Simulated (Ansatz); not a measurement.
Ligand exchange: C3H6F2 + I2 → C2H3F2I + CH3I

Gas-phase species: C3H6F2 `CC(F)CF`, singlet; I2 (iodine), singlet; C2H3F2I `FCC(F)I`, singlet; CH3I (methyl iodide) `CI`, singlet. The partners trade CH3 for I: C–CH3 and I–I bonds give way to C–I and I–CH3.

Shapes, held fixed at every level: PBE0-D4/def2-TZVP. Flexible molecules stand in one conformer, not always the lowest. Programs: Ansatz 0.2.0. The zero-point and thermal change to 298 K, harmonic and unscaled (PBE0-D4/def2-TZVP), is -4.8 kJ/mol.

```
             level                   kind  ΔH(298 K) (kJ/mol)  less CCSD(T)/def2-TZVPP
     HF/def2-TZVPP           Hartree–Fock               +84.2                    +29.4
  SPW92/def2-TZVPP                    LDA               +65.0                    +10.2
 PBE-D4/def2-TZVPP                    GGA               +61.8                     +7.0
PBE0-D4/def2-TZVPP          global hybrid               +69.1                    +14.3
      MP2/def2-SVP    perturbation theory               +73.6                    +18.8
     CCSD/def2-SVP  coupled cluster or CI               +82.8                    +28.0
CCSD(T)/def2-TZVPP  coupled cluster or CI               +54.8                      0.0
```

The highest level, CCSD(T)/def2-TZVPP, gives ΔH(298 K) = +54.8 kJ/mol; the levels span +54.8 to +84.2. The column of differences is taken from that level and isn't an error. No measured value is set beside it here. For atoms past krypton def2 sets carry core potentials with scalar relativity. Outer-core shells of I are correlated, in sets that cover them unevenly. CCSD(T)/def2-TZVPP lies outside the range of the other correlated levels here, so it shouldn't be taken on trust.

Every level makes the exchange endothermic, from +54.8 to +84.2 kJ/mol, so the sign is much better supported than the size. The thermal term of -4.8 kJ/mol works against this, which places the cost in the electronic energy, that is, in the bonds.

I–I is a weak bond and cheap to break, but the C–C bond given up is strong, and two C–I bonds don't repay the sum. Iodine's diffuse 5p orbital overlaps poorly with a compact carbon hybrid, and the small difference in electronegativity adds little ionic stabilisation. With two molecules on each side, the entropy change is probably small, which suggests that equilibrium favours the difluoropropane and iodine.

The drop from CCSD to CCSD(T) can't be credited to triple excitations alone, as the basis set probably contributes too. Without the same exchange for an unfluorinated alkane, the part played by fluorine remains open.
